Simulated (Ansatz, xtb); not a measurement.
CHPS: which of two isomers lies lower

We compare X, `P=C=S`, a singlet, with Y, `P#CS`, a singlet. Both are isolated molecules in the gas phase, relaxed with PBE0-D4/def2-TZVP.

X (Å):

```xyz
4

C    -0.5917    0.2554    0.1534
P     0.7664    0.6687   -0.6965
S    -1.9351   -0.0901    0.8331
H     1.5892    0.2850    0.4026
```

Y (Å):

```xyz
4

C    -1.6259    0.7505    1.5511
P    -2.6769    1.6128    0.8145
S    -0.5186   -0.2817    2.2626
H    -0.0713    0.5657    3.2112
```

**Question.** Estimate E(Y) − E(X) at the level CCSD(T)/def2-TZVPP.

**Answer.** Too close to call at this level: CCSD(T)/def2-TZVPP gives E(Y) − E(X) = +0.05 kcal/mol.

How the difference moves with the method:

```json
{"level": "GFN2-xTB", "geometry": "GFN2-xTB", "E(Y) − E(X) (kcal/mol)": "+2.64", "departure from the last row (kcal/mol)": "+2.59", "job, with rough time for the two": "optimisation, 0.1 s"}
{"level": "HF/STO-3G", "geometry": "GFN2-xTB", "E(Y) − E(X) (kcal/mol)": "−2.02", "departure from the last row (kcal/mol)": "−2.07", "job, with rough time for the two": "single point, 0.12 s"}
{"level": "r2SCAN-D4/def2-SVP", "geometry": "GFN2-xTB", "E(Y) − E(X) (kcal/mol)": "+5.16", "departure from the last row (kcal/mol)": "+5.11", "job, with rough time for the two": "single point, 1.3 s"}
{"level": "PBE0-D4/def2-TZVP", "geometry": "PBE0-D4/def2-TZVP", "E(Y) − E(X) (kcal/mol)": "+3.04", "departure from the last row (kcal/mol)": "+2.99", "job, with rough time for the two": "optimisation, 12 s"}
{"level": "HF/def2-TZVPP", "geometry": "PBE0-D4/def2-TZVP", "E(Y) − E(X) (kcal/mol)": "−1.46", "departure from the last row (kcal/mol)": "−1.51", "job, with rough time for the two": "part of the CCSD(T) run"}
{"level": "MP2/def2-TZVPP", "geometry": "PBE0-D4/def2-TZVP", "E(Y) − E(X) (kcal/mol)": "−1.41", "departure from the last row (kcal/mol)": "−1.46", "job, with rough time for the two": "part of the CCSD(T) run"}
{"level": "CCSD(T)/def2-TZVPP", "geometry": "PBE0-D4/def2-TZVP", "E(Y) − E(X) (kcal/mol)": "+0.05", "departure from the last row (kcal/mol)": "", "job, with rough time for the two": "single point, 8.7 s"}
```

As drawn, Y has 1 C≡P, 1 C–S, 1 S–H in place of 1 C=P, 1 C=S, 1 P–H.

The largest departure from CCSD(T)/def2-TZVPP is that of r2SCAN-D4/def2-SVP, 5.11 kcal/mol.

With harmonic frequencies from PBE0-D4/def2-TZVP (ideal gas, rigid rotor, one conformer each, 298.15 K, 1 atm): the zero-point term adds +0.50 kcal/mol; ΔH is +0.58 and ΔG +0.52 kcal/mol.

The T1 diagnostic of structure X is large, so the coupled-cluster value is less sure. The correlated steps freeze 11 core orbitals. Programs: Ansatz 0.2.0, xtb 6.7.1; the last row on 2 threads of Arm Neoverse V2 on a shared host.

HP=C=S and HS–C≡P are nearly degenerate because their bonding changes largely compensate. Moving hydrogen from phosphorus to sulfur gives up the C=S π bond, but gains a second C–P π bond and replaces P–H with the stronger S–H bond. The weaker π overlap of sulfur compared with oxygen makes this exchange affordable; in the oxygen analogue, the strong C=O bond favours the phosphaketene form.

Hartree–Fock and MP2 lean towards the thiol, whereas both density functionals and GFN2-xTB favour the cumulene. The near-tie in CCSD(T) therefore doesn't establish an order, and the shift from MP2 suggests that correlation beyond second order favours the cumulene. The zero-point term also favours it, probably because the S–H stretch is stiffer than the P–H stretch, but a free-energy preference of +0.52 kcal/mol is too small to settle the matter. Near-equal energies don't imply easy interconversion, since the barrier to hydrogen migration remains undetermined.
